**Q:** I have a bond in front of me, with the electron density at its bond critical point and the curvature of the density there. I would also like the energy density at that point, to see how far the bond is shared. What size of number should I have in mind?

**A:** For bonds of silicon such as these, remember a density of about 0.1 atomic units and an energy density of a few hundredths, with a negative sign. A bond critical point is the place between two bonded atoms where the density has zero slope. Along the bond it is a minimum, and across the bond it is a maximum. The example here is FSi–SiH₃ in a triplet state, calculated with a hybrid density functional. Atom 1 is fluorine, atom 2 the silicon that carries it, atom 3 the silicon of the SiH₃ group, and the rest are hydrogens.

QTAIM bond critical points of neutral triplet FSi–SiH₃ in the gas phase, calculated with PySCF 2.14.0 at the B3LYP/6-311G(d,p) level on a GFN2-xTB geometry. The energy density is the sum of the kinetic and potential energy densities. Atoms are numbered 1 F, 2 Si (bonded to F), 3 Si (of SiH₃) and 4–6 H.

| row | density (a.u.) | first atom | second atom | laplacian (a.u.) | energy density (a.u.) |
| --- | --- | --- | --- | --- | --- |
| 1 | 0.122 | 3.000 | 4.000 | 0.254 | -0.075 |
| 2 | 0.121 | 3.000 | 5.000 | 0.235 | -0.075 |
| 3 | 0.121 | 3.000 | 6.000 | 0.235 | -0.075 |
| 4 | 0.112 | 1.000 | 2.000 | 0.770 | -0.021 |
| 5 | 0.091 | 2.000 | 3.000 | -0.157 | -0.052 |

**Q:** The energy densities are all negative, but Si–F is much closer to zero than the others. What does the number measure?

**A:** It is a balance between two contributions in a small volume around the point. The kinetic part is positive, because confined electrons must move. The potential part is negative, because the nuclei attract the electrons. A clearly negative sum means that the electrons at that point are held with a good margin, which is the usual sign of sharing. For Si–F the two parts nearly cancel, and only −0.021 is left.

**Q:** And how does the curvature enter?

**A:** The laplacian adds up the curvatures of the density in three directions. When it is positive, the density at the point is lower than the average close around it, so charge has drawn back towards the atoms. When it is negative, charge has piled up between them. In this table only Si–Si has a negative value.

The curvature is tied to the energies by the local virial relation. Write ρ for the density, L for the laplacian, G for the kinetic part, V for the potential part and H for the energy density, which is G + V. The relation says L/4 = 2G + V, and therefore

H = L/4 − G.

The tabulated energy density obeys this by construction, so the relation itself is not under test. Its use is that it leaves a single unknown, the kinetic part.

**Q:** Surely the kinetic part needs the orbitals, and for those I need a computer.

**A:** An exact value does, but an estimate can be had from a uniform electron gas. Picture each electron in a box of its own. At density ρ the box has a side of about ρ^(−1/3), so the momentum grows as ρ^(1/3) and the kinetic energy of one electron as ρ^(2/3). Multiply by the number of electrons per volume, and the kinetic energy density grows as ρ^(5/3). For a gas with equal numbers of both spins the factor in front is 2.87. The triplet here has two unpaired electrons, so using the same factor for it is a further approximation.

**Q:** A bond is hardly a uniform gas.

**A:** No, and the curvature supplies the first correction. Think of an orbital that changes sign exactly at the critical point. It adds no density there, yet it is steep, so it adds kinetic energy. Its density rises on both sides of the point, so it also adds positive curvature. Positive curvature is thus a sign of kinetic energy that the density alone does not reveal.

The standard gradient expansion of the kinetic energy turns this into a number: add L/6. Its other term of the same order contains the slope of the density and vanishes at a critical point. The estimate becomes

G ≈ 2.87 ρ^(5/3) + L/6,

and, put into the virial relation,

H ≈ L/12 − 2.87 ρ^(5/3).

Both constants come from the theory of the electron gas, and none was adjusted to the table.

**Q:** I can divide by twelve in my head, but not take a power of five thirds.

**A:** Near a density of 0.1 you don't have to. There the gas term is 0.062, and it rises by very nearly as much as the density does. You can replace it by ρ − 0.038, which gives the version to remember:

**H ≈ L/12 − ρ + 0.038**, in atomic units.

In words: start from the density, take off 0.038, and change the sign. Then add a twelfth of the laplacian.

**Q:** Show me on Si–F.

**A:** The laplacian is 0.770, and a twelfth of it is 0.064. The density is 0.112. So H ≈ 0.064 − 0.112 + 0.038 = −0.010.

The calculation gives −0.021. The estimate has the right sign and says correctly that the two parts almost cancel. As a fraction of so small a remainder, however, it is off by half.

**Q:** And a bond of the opposite kind?

**A:** Take Si–Si. The laplacian is −0.157, and a twelfth of it is −0.013. The density is 0.091. So H ≈ −0.013 − 0.091 + 0.038 = −0.066.

The calculated value is −0.052. This time the estimate is too negative, by about a quarter of the value. The rule sees at once that Si–Si is far more shared at its critical point than Si–F, although the density there is the lower of the two.

**Q:** How good is it over the whole table?

**A:** The typical miss is 0.012 atomic units, as a root mean square in which the three Si–H bonds count together as one kind. If you guessed the average energy density for every bond, you would miss by 0.022. The rule therefore roughly halves the error of a blind guess. That is a modest gain, and three kinds of bond in one molecule are a small trial.

The miss also tells you which questions the rule can answer. It separates Si–F clearly from the rest. It does not put Si–H and Si–Si in order: it gives about −0.063 and −0.066, whereas the calculation makes Si–H the more negative by some 0.02.

**Q:** Is the curvature correction worth the trouble? I could use the plain gas for the kinetic part.

**A:** Then you would lose the main result. With the plain gas in the virial relation, the energy density of Si–F comes out at +0.12, which would suggest no sharing at all. The typical miss over the three kinds of bond rises to 0.09, larger than any energy density in the table. The reason is that Si–F has a large positive curvature, and with it much kinetic energy that the density does not show.

**Q:** Could you not adjust the twelfth to these bonds and do better?

**A:** Somewhat. Keep the gas term as it is and let least squares over all five rows choose the factor in front of the laplacian. It comes out at 0.062 instead of 0.083, and the typical miss falls to 0.008. But when each row is predicted from the other four, the miss is about 0.013 with all five rows counted equally, against 0.011 for the unfitted rule counted in the same way. The fitted factor is set mostly by Si–F, which has by far the largest laplacian, so I would keep the twelfth.

**Q:** Why is the estimate too negative for Si–Si, when for the other bonds it is not negative enough?

**A:** The kinetic part shows where the difference arises. For Si–H and Si–F the estimate of G is only 5 to 7 per cent too low. For Si–Si it is twice the calculated value, 0.027 against 0.013.

Theory offers a reason. In a gas, many orbitals overlap at every point, and most of them are steep there. In the middle of a shared bond, a single electron pair can supply nearly all the density. If just one orbital counts, its slope vanishes where the slope of the density vanishes, and the kinetic part at the critical point is zero. The small calculated value for Si–Si is close to this limit, and a gas formula cannot follow it all the way down.

**Q:** Can I use that limit when I meet such a bond?

**A:** Yes, as a ceiling. The kinetic part, as defined here, is never negative, so the energy density can never lie above L/4. For Si–Si the ceiling is −0.039, and the calculated −0.052 lies between it and the estimate of −0.066. With a negative laplacian you therefore know the sign for certain before any estimate. With a positive laplacian the ceiling is positive too, and you need the rule.

**Q:** Suppose I compare two bonds instead of asking for one value. Which way should I expect the energy density to move?

**A:** More density makes it more negative, and a more positive laplacian makes it less negative. Near a density of 0.1, a change of 0.01 in the density weighs as much as a change of 0.12 in the laplacian.

Go from the first Si–H bond to Si–F as an example. The laplacian rises by 0.770 − 0.254 = 0.516, which lifts the energy density by 0.043. The density falls by 0.010, which lifts the energy density by a further 0.010. The expected rise is 0.053, and the calculated one is 0.075 − 0.021 = 0.054. The agreement is this close because the rule misses both bonds by nearly the same amount in the same direction. Between Si–H and Si–Si the misses have opposite signs and add up instead.

**Q:** How far from a density of 0.1 may I go?

**A:** The short version holds only in that neighbourhood. At a density of 0.05 it departs from the full formula by 0.007, which is still less than the typical miss. At 0.2 it departs by 0.034, and the estimate is spoiled. There you should go back to the power: take the cube root of the density, square it, and multiply by the density and by 2.87.

The full formula has its own weak side, towards strongly shared bonds, where one pair dominates and the gas picture gives too much kinetic energy. Either version also needs a density and a laplacian that belong to your molecule. The ones used here are for a triplet at a tight-binding geometry, whereas simple silylenes of this kind normally have a singlet ground state. Another state or another bond length would change the input before the rule is even applied.

**Q:** If I have a good estimate, may I read it as a bond strength?

**A:** Not between different pairs of elements. Si–F has the energy density closest to zero in this table, yet Si–F bonds are ordinarily much stronger than Si–Si bonds. The energy density describes the balance at one point, while the bond energy also contains the attraction between the charges that have gathered on the two atoms. Use the estimate to judge how the electrons are held between the atoms, and take the strength from thermochemistry.
